**Lower peak of the CdTe valence band: ionic, Cd d or Cd s?**

The table holds the total and orbital-projected density of states of zincblende CdTe in 0.5 eV bins, from a plane-wave PAW calculation with PBE, scalar-relativistic, without spin-orbit coupling, on an unrelaxed, compressed cell. The program integrates the bins to electron counts and tests three pictures of the lower part of the upper valence band: the ionic limit, Cd d admixture with constant coupling, and a two-level Cd s–Te p model. The upper valence band holds 6.00 electrons, 1.82 of them in a lower part that carries most of the Cd s weight, while the constant-coupling d law does worse than a constant ratio. The two-level model, with one constant fitted to four bins, gives the s/p ratio with an rms deviation of 0.025, and an unadjusted estimate lowers the bottom peak by about 2.8 eV. The output also shows the misfit above the density minimum and in the conduction bins.

Density of states of zincblende CdTe (2-atom cell, not relaxed), calculated with Ansatz 0.2.0 using PBE, plane waves and generated PAW datasets, scalar-relativistic and without spin polarization. The cutoff is 420 eV, the k-mesh 7×7×7 and the Fermi-Dirac width 0.1 eV. Values are means over bins of 0.50 eV, from the tetrahedron method.

## The fit in Python

```python
# Table: total and orbital-projected DOS of zincblende CdTe in 0.5 eV bins (Ansatz 0.2.0, PAW plane
# waves, PBE, scalar-relativistic, no spin-orbit, unrelaxed cell). Tested: electron counts, and whether
# the lower part of the upper valence band comes from ionic Te p, Cd d mixing or Cd s - Te p mixing.
T = {
    'E': [-11.78, -11.28, -10.78, -10.28, -9.78, -9.28, -8.78, -8.28, -7.78, -7.28, -6.78, -6.28, -5.78, -5.28, -4.78, -4.28, -3.77, -3.27, -2.77, -2.27, -1.77, -1.27, -0.78, -0.28, 0.23, 0.72, 1.23, 1.73, 2.23, 2.73, 3.23],  # eV
    'total': [3.5, 0.0, 0.0, 0.0, 0.0, 8.45, 9.38, 2.15, 0.0, 0.0, 0.0, 0.0, 0.0, 1.96, 0.93, 0.43, 0.31, 1.51, 1.86, 2.05, 1.89, 0.86, 0.2, 0.0, 0.0, 0.01, 0.04, 0.45, 1.66, 1.79, 1.08],  # states/eV/cell
    'Cd_d': [0.52, 0.0, 0.0, 0.0, 0.0, 8.1, 9.12, 1.76, 0.0, 0.0, 0.0, 0.0, 0.0, 0.04, 0.04, 0.02, 0.02, 0.05, 0.06, 0.07, 0.08, 0.04, 0.01, 0.0, 0.0, 0.0, 0.0, 0.0, 0.01, 0.01, 0.0],  # states/eV/cell
    'Te_p': [0.01, 0.0, 0.0, 0.0, 0.0, 0.33, 0.09, 0.03, 0.0, 0.0, 0.0, 0.0, 0.0, 1.19, 0.56, 0.25, 0.19, 1.32, 1.64, 1.82, 1.69, 0.78, 0.18, 0.0, 0.0, 0.0, 0.01, 0.1, 0.38, 0.42, 0.18],  # states/eV/cell
    'Te_s': [2.72, 0.0, 0.0, 0.0, 0.0, 0.0, 0.1, 0.31, 0.0, 0.0, 0.0, 0.0, 0.0, 0.05, 0.06, 0.04, 0.03, 0.02, 0.02, 0.02, 0.01, 0.0, 0.0, 0.0, 0.0, 0.0, 0.01, 0.04, 0.08, 0.05, 0.01],  # states/eV/cell
    'Cd_s': [0.24, 0.0, 0.0, 0.0, 0.0, 0.01, 0.06, 0.05, 0.0, 0.0, 0.0, 0.0, 0.0, 0.66, 0.26, 0.1, 0.06, 0.06, 0.05, 0.04, 0.02, 0.0, 0.0, 0.0, 0.0, 0.0, 0.02, 0.2, 0.56, 0.56, 0.24],  # states/eV/cell
}
import numpy as np
from scipy.optimize import curve_fit
E, tot, d, p, ts, s = (np.array(T[k], float) for k in ('E', 'total', 'Cd_d', 'Te_p', 'Te_s', 'Cd_s'))
w, h = 0.5, 0.005            # bin width (eV), half of the last printed digit
vbm, cbm, low_s, low_p, bader = -0.611, 0.436, 0.857, 5.061, 0.475  # further outputs of the same run
G = [('Te s band (cut)', E < -11), ('Cd d band', (E > -10) & (E < -8)), ('upper VB, lower part', (E > -6) & (E < -3.5)),
     ('upper VB, upper part', (E > -3.5) & (E < 0)), ('upper VB, all', (E > -6) & (E < 0)),
     ('all filled in window', E < 0), ('conduction in window', E > 0)]
G = [(n, g & (tot > 0)) for n, g in G]   # empty bins carry no states and no ratios
print('electrons per cell         total  Cd d  Te p  Te s  Cd s  unassigned  rounding(+-)')
for n, g in G:
    v = [w * a[g].sum() for a in (tot, d, p, ts, s)]
    print(f'{n:24s}' + ''.join(f'{a:6.2f}' for a in v) + f'{v[0]-sum(v[1:]):9.2f}{w*h*g.sum():11.3f}')
sb, db, lo, up, vb, fi, cb = (g for _, g in G)
cen = lambda a, g: (E[g] * a[g]).sum() / a[g].sum()
ed, ep, ec = cen(d, db), cen(p, up), cen(s, cb)
print(f'centroids (eV): Cd d band {ed:.2f} ({vbm-ed:.2f} below valence top), Te p upper part {ep:.2f}, Cd s conduction {ec:.2f}')
pk1, pk2 = E[lo][tot[lo].argmax()], E[up][tot[up].argmax()]
print(f'peaks at {pk1:.2f} and {pk2:.2f} eV, apart {pk2-pk1:.2f} eV; band edges {vbm}, {cbm} eV, gap {cbm-vbm:.3f} eV')
print(f'ionic limit: Cd s 0, Te p 6, charge 2; table Cd s {w*s[fi].sum():.2f}, Te p {w*p[fi].sum():.2f} e; '
      f'Loewdin {low_s}, {low_p} e; Bader {bader}')
# two-level Cd s - Te p model: s/p = (ep-E)/(es-E), es fitted to the four lower rows
r = lambda x, es, e0=ep: np.maximum(e0 - x, 0) / (es - x)
fit = lambda e0: curve_fit(lambda x, es: r(x, es, e0), E[lo], s[lo] / p[lo], p0=[1.0])[0][0]
es = fit(ep)
# Cd d admixture with constant coupling: d/p = V^2/(E-ed)^2, all ten rows
m = vb
x, y = 1 / (E[m] - ed) ** 2, d[m] / p[m]
V2 = (x * y).sum() / (x * x).sum()
rms = lambda a: np.sqrt(np.mean(a ** 2))
print('E(eV)  Cd s%  Cd d%  Te p% | s/p  model  resid  +-  | d/p  model  +-   | d push up (eV)')
for i in np.where(m)[0]:
    a, b = s[i] / p[i], d[i] / p[i]
    print(f'{E[i]:5.2f}{100*s[i]/tot[i]:7.1f}{100*d[i]/tot[i]:7.1f}{100*p[i]/tot[i]:7.1f} |{a:5.2f}{r(E[i], es):6.2f}'
          f'{a-r(E[i], es):7.2f}{h*(1+a)/p[i]:6.3f} |{b:6.3f}{V2/(E[i]-ed)**2:6.3f}{h*(1+b)/p[i]:6.3f} |'
          f'{d[i]/(d[i]+p[i])*(E[i]-ed):6.2f}' + ('' if lo[i] else '  not in s-p fit'))
res = s[lo] / p[lo] - r(E[lo], es)
print(f's-p fit: es = {es:.2f} eV, rms {rms(res):.3f}, worst row {E[lo][np.abs(res).argmax()]:.2f}; '
      f'es = {fit(ep-0.3):.2f} / {fit(ep+0.3):.2f} eV if ep moves by -0.3 / +0.3 eV')
print('s-p fit, antibonding partner es+ep-E (eV):', ' '.join(f'{es+ep-e:.2f}' for e in E[lo]))
ws = s[lo] / (s[lo] + p[lo])
print('no fit, partner at Cd s conduction centroid: weight s/(s+p)', ' '.join(f'{a:.2f}' for a in ws))
print('   downward shift (eV)', ' '.join(f'{a:.2f}' for a in ws * (ec - E[lo])),
      '; unmixed p level (eV)', ' '.join(f'{a:.2f}' for a in E[lo] + ws * (ec - E[lo])), f'; centroid {ep:.2f}')
c = cb & (s > 0.1)
print('conduction Te p / Cd s:', ' '.join(f'{e:.2f} eV {a:.2f};' for e, a in zip(E[c], p[c] / s[c])),
      f'model expects {(s[lo]/p[lo]).min():.2f} to {(s[lo]/p[lo]).max():.2f}')
print('conduction unassigned %:', ' '.join(f'{a:.0f}' for a in 100 * (1 - (d + p + ts + s)[c] / tot[c])))
print(f'd model: V = {np.sqrt(V2):.2f} eV, rms {rms(y-V2*x):.3f}; a constant d/p = {y.mean():.3f} has rms {y.std():.3f}')
print(f'd/p at {E[m][0]:.2f} over d/p at {E[m][-2]:.2f} eV: model {x[0]/x[-2]:.1f}, table {y[0]/y[-2]:.2f}')
for i in np.where(sb | db)[0]:
    print(f'row {E[i]:.2f}: {w*tot[i]:.2f} e, Cd d {100*d[i]/tot[i]:.1f}%, Te p {100*p[i]/tot[i]:.1f}%, Te s {100*ts[i]/tot[i]:.1f}%')
print(f'exchange of weight (e): Te p in d band {w*p[db].sum():.2f}, Cd d in upper VB {w*d[vb].sum():.2f}; '
      f'Te s in d band {w*ts[db].sum():.2f}, Cd d in cut Te s band {w*d[sb].sum():.2f}')
top = E[db].max()
print(f'Te s - Cd d two-level push {(d[sb]/tot[sb]*(top-E[sb]))[0]:.2f} eV; top d row lies {top-ed:.2f} eV above d centroid')
assert abs(w * tot[db].sum() - 10) < 0.05 and abs(w * tot[vb].sum() - 6) < 0.05
assert np.all(np.diff(s[m] / tot[m]) <= 1e-9) and (s[m] / tot[m])[0] > 0.25
assert (d[m] / tot[m]).max() < 0.08 and y[0] < y[-2]
assert E[db][p[db].argmax()] < ed < E[db][ts[db].argmax()]
```

It prints:

```
electrons per cell         total  Cd d  Te p  Te s  Cd s  unassigned  rounding(+-)
Te s band (cut)           1.75  0.26  0.01  1.36  0.12     0.00      0.003
Cd d band                 9.99  9.49  0.23  0.21  0.06     0.01      0.007
upper VB, lower part      1.82  0.06  1.09  0.09  0.54     0.03      0.010
upper VB, upper part      4.18  0.15  3.72  0.03  0.08     0.19      0.015
upper VB, all             6.00  0.21  4.81  0.12  0.62     0.22      0.025
all filled in window     17.74  9.96  5.04  1.69  0.81     0.24      0.035
conduction in window      2.52  0.01  0.54  0.10  0.79     1.08      0.015
centroids (eV): Cd d band -8.95 (8.34 below valence top), Te p upper part -2.30, Cd s conduction 2.48
peaks at -5.28 and -2.27 eV, apart 3.01 eV; band edges -0.611, 0.436 eV, gap 1.047 eV
ionic limit: Cd s 0, Te p 6, charge 2; table Cd s 0.81, Te p 5.04 e; Loewdin 0.857, 5.061 e; Bader 0.475
E(eV)  Cd s%  Cd d%  Te p% | s/p  model  resid  +-  | d/p  model  +-   | d push up (eV)
-5.28   33.7    2.0   60.7 | 0.55  0.51   0.04 0.007 | 0.034 0.096 0.004 |  0.12
-4.78   28.0    4.3   60.2 | 0.46  0.47  -0.00 0.013 | 0.071 0.074 0.010 |  0.28
-4.28   23.3    4.7   58.1 | 0.40  0.41  -0.01 0.028 | 0.080 0.059 0.022 |  0.35
-3.77   19.4    6.5   61.3 | 0.32  0.34  -0.03 0.035 | 0.105 0.048 0.029 |  0.49
-3.27    4.0    3.3   87.4 | 0.05  0.26  -0.21 0.004 | 0.038 0.040 0.004 |  0.21  not in s-p fit
-2.77    2.7    3.2   88.2 | 0.03  0.14  -0.11 0.003 | 0.037 0.034 0.003 |  0.22  not in s-p fit
-2.27    2.0    3.4   88.8 | 0.02  0.00   0.02 0.003 | 0.038 0.029 0.003 |  0.25  not in s-p fit
-1.77    1.1    4.2   89.4 | 0.01  0.00   0.01 0.003 | 0.047 0.025 0.003 |  0.32  not in s-p fit
-1.27    0.0    4.7   90.7 | 0.00  0.00   0.00 0.006 | 0.051 0.022 0.007 |  0.37  not in s-p fit
-0.78    0.0    5.0   90.0 | 0.00  0.00   0.00 0.028 | 0.056 0.019 0.029 |  0.43  not in s-p fit
s-p fit: es = 0.51 eV, rms 0.025, worst row -5.28; es = -0.19 / 1.21 eV if ep moves by -0.3 / +0.3 eV
s-p fit, antibonding partner es+ep-E (eV): 3.49 2.99 2.49 1.98
no fit, partner at Cd s conduction centroid: weight s/(s+p) 0.36 0.32 0.29 0.24
   downward shift (eV) 2.77 2.30 1.93 1.50 ; unmixed p level (eV) -2.51 -2.48 -2.35 -2.27 ; centroid -2.30
conduction Te p / Cd s: 1.73 eV 0.50; 2.23 eV 0.68; 2.73 eV 0.75; 3.23 eV 0.75; model expects 0.32 to 0.55
conduction unassigned %: 24 38 42 60
d model: V = 1.14 eV, rms 0.032; a constant d/p = 0.056 has rms 0.022
d/p at -5.28 over d/p at -1.27 eV: model 4.4, table 0.66
row -11.78: 1.75 e, Cd d 14.9%, Te p 0.3%, Te s 77.7%
row -9.28: 4.22 e, Cd d 95.9%, Te p 3.9%, Te s 0.0%
row -8.78: 4.69 e, Cd d 97.2%, Te p 1.0%, Te s 1.1%
row -8.28: 1.07 e, Cd d 81.9%, Te p 1.4%, Te s 14.4%
exchange of weight (e): Te p in d band 0.23, Cd d in upper VB 0.21; Te s in d band 0.21, Cd d in cut Te s band 0.26
Te s - Cd d two-level push 0.52 eV; top d row lies 0.67 eV above d centroid
```
